Before starting a search for the path along which CO splits on lead sulfide, one has to decide whether a clean, flat terrace is worth the effort. The map below gives a first answer for a molecule lying flat over the hollow between two Pb and two S atoms. It suggests looking elsewhere first: the surface makes the bond easier to stretch at middle heights, but once the cost of the approach is paid, the gain is small at best for bonds up to 1.571 Å, the longest for which the map allows this comparison.

Ansatz 0.2.0, scalar-relativistic PBE with PAW and plane waves up to 420 eV, for CO lying flat over the hollow site of a rigid two-plane PbS(100) slab in a 2×2 cell. All points use a 3×3×1 k mesh, 0.05 eV Gaussian smearing and a dipole correction along z, with no spin polarisation, dispersion correction or relaxation. Energies are free energies at this smearing.

| place bond (Å) | place height (Å) | energy over the lowest point of the map (eV) | work function (eV) |
| --- | --- | --- | --- |
| 1.040 | 0.800 | 12.876 | 3.750 |
| 1.040 | 1.440 | 4.689 | 3.550 |
| 1.040 | 2.080 | 1.510 | 3.560 |
| 1.040 | 3.000 | 0.684 | 3.670 |
| 1.140 | 0.800 | 12.767 | 3.990 |
| 1.140 | 1.440 | 4.021 | 3.860 |
| 1.140 | 2.080 | 0.810 | 3.730 |
| 1.140 | 3.000 | 0.024 | 3.720 |
| 1.309 | 0.800 | 14.829 | 4.280 |
| 1.309 | 1.440 | 4.982 | 4.280 |
| 1.309 | 2.080 | 1.778 | 4.230 |
| 1.309 | 3.000 | 1.145 | 4.170 |
| 1.571 | 1.120 | 12.440 | 4.650 |
| 1.571 | 1.760 | 5.452 | 4.830 |
| 1.571 | 2.600 | 4.162 | 4.920 |
| 1.571 | 3.600 | 4.312 | 4.940 |
| 1.885 | 1.760 | 8.060 | 5.230 |
| 2.239 | 1.440 | 13.031 | 5.250 |
| 2.625 | 1.440 | 15.690 | 5.350 |
| 3.040 | 1.760 | 11.379 | 5.710 |

The place bond is the C–O distance, and the place height is the height of the molecular axis above the top plane of Pb atoms. The energy is counted from the lowest point of the whole map, an unstretched molecule 3.6 Å above the surface. That point lies at the outer edge of the heights tried, so these energies are not adsorption energies.

**The drop that looks like a barrier**

Read down its last four rows, the table seems to show a reaction. The energy climbs to 15.69 eV at a bond of 2.625 Å and then falls to 11.38 eV at 3.04 Å, as if the molecule had crossed a barrier and come apart. But the two rows differ in height as well, 1.44 Å against 1.76 Å.

The same calculations include the 2.625 Å bond at a height of 1.76 Å, where the energy is 10.76 eV. Lifting the molecule therefore releases 4.93 eV, and the further stretch at fixed height costs 0.61 eV. The drop is relief from crowding, and no barrier has been passed.

**Two costs that nearly add**

A better account starts from two separate costs. The first is the molecule's own bond. CO is held by a σ bond and two π bonds, and pulling the atoms apart weakens the overlap in all three.

The second is Pauli repulsion. When the filled shells of the molecule overlap those of the surface, the electrons are forced into states of higher kinetic energy. Overlap grows roughly exponentially as the distance shrinks, so the unstretched molecule pays only 0.02 eV at a height of 3.0 Å but 12.8 eV at 0.8 Å.

The simple model adds the two. For the bond it takes a Morse curve, 11 eV × (1 − exp(−2.3 × stretch))², with the stretch in Å beyond 1.14 Å and rough textbook constants for free CO. For the repulsion it takes the energy of the unstretched molecule at the same height.

Take a bond of 1.571 Å at a height of 1.76 Å. The stretch is 1.571 − 1.14 = 0.431 Å, which gives a bond cost of 4.35 eV. The unstretched molecule pays 1.91 eV at this height. The sum is 6.26 eV, while the calculation gives 5.45 eV. At 3.6 Å, where the surface hardly matters, the calculation gives 4.31 eV for the same stretch. The Morse curve is therefore nearly right here, and most of the 0.81 eV excess is a real failure of simple addition.

Over the twelve rows with bonds of 1.04, 1.309 and 1.571 Å, the typical (rms) miss is 0.44 eV, on energies that reach almost 15 eV. The rows at 1.14 Å agree by construction and test nothing. The four rows with longer bonds are left out, because the missing spin polarisation makes them less reliable; there the sum misses by 0.3 to 1.4 eV.

**Is it the nearest lead atom that repels?**

One could object that height is the wrong measure. The molecule points at two Pb atoms, so stretching drives C and O towards them, and the repulsion might follow that shortest contact instead. To try this, an exponential in the Pb contact distance was drawn through two unstretched rows, at heights of 0.8 and 2.08 Å, and added to the same bond cost.

On the same twelve rows its typical miss is 1.7 eV, about four times that of the height model. It charges the stretched molecule too much for approaching lead. Height does better, perhaps because it reflects the overlap with all four neighbours, S as well as Pb, and not one contact alone. New bonding to lead could also offset part of the repulsion, and total energies cannot tell the two apart.

**What the surface does to the bond**

The failures of addition show where the surface matters. Far out, at 3.6 Å, stretching the bond from 1.14 to 1.571 Å costs 4.31 eV. At 1.76 Å the same stretch costs 3.54 eV, about 18% less. At 1.12 Å it costs 4.84 eV, more than far away.

Theory offers a reason for the relief at middle height. Stretching lowers the empty antibonding 2π* level of CO, because the out-of-phase overlap that pushes it up becomes weaker. The level then lies closer to the filled states of the surface and can mix with them, which binds the molecule to the surface and weakens C–O further. This is back-donation.

The numbers fit this picture without proving it, since weaker repulsion from sulfur could also make the stretch cheaper. A somewhat clearer sign is that the molecule stretched to 1.571 Å lies 0.15 eV lower at 2.6 Å than at 3.6 Å, which takes an attraction and not just less repulsion. Back-donation would supply one, but so could the electrostatic pull between the ions of the surface and the changed charge distribution of the stretched molecule. With a slab of only two atomic planes, energies are good to some 0.05 to 0.1 eV at best, so this shallow well is only a modest signal.

Very close in, the balance turns. At a height of 1.12 Å the stretched molecule has its ends only 1.75 Å from lead, and the added overlap of filled shells probably outweighs whatever bonding is gained.

The work function looks like further evidence for charge transfer, because it rises as the bond is stretched. But from 1.14 to 1.309 Å it rises by 0.45 eV at a height of 3.0 Å and by 0.42 eV at 1.44 Å. A change that is as large far out as close in does not single out bonding with the surface. The value is also nominal, because the Fermi level was set to the middle of the gap. If the falling 2π* level enters the gap, it could shift that middle without any charge transfer.

**The balance, and what to do**

The relief of 0.77 eV at 1.76 Å has to be set against the 1.91 eV that the unstretched molecule pays to get there. The stretched molecule therefore still ends up 1.14 eV higher than it would be at 3.6 Å. Farther out the balance is slightly better. At 2.6 Å the stretch is 0.30 eV cheaper than at 3.6 Å and the approach costs 0.15 eV, which leaves the small gain of 0.15 eV found above. That is little beside the 4.31 eV that the stretch costs far from the surface. For longer bonds the balance remains open, because they were not computed far from the surface. At 1.885, 2.239 and 2.625 Å the energy is still falling at the greatest height tried. The dispersion attraction left out here would favour the closer position somewhat, but it is expected to be far too weak to pay for the stretch.

A metal with partly filled d states would shift this balance. It has electrons near the Fermi level with the right symmetry to enter 2π*, so back-donation can begin before the molecule is pressed into the repulsive region. This helps to explain why several transition metals split CO readily.

For work on PbS infrared detectors, the map gives no sign that CO splits easily on a perfect terrace in this position. Defects, steps and upright CO are separate questions and deserve the next calculations.

Anyone who continues this map should compare bonds at equal height and let the surface atoms relax, because a rigid surface overstates the cost of close approach. Beyond about 1.6 Å the calculation should also allow spin polarisation. Separated C and O atoms have unpaired electrons, and forcing these into pairs makes the energies at long bonds too high.
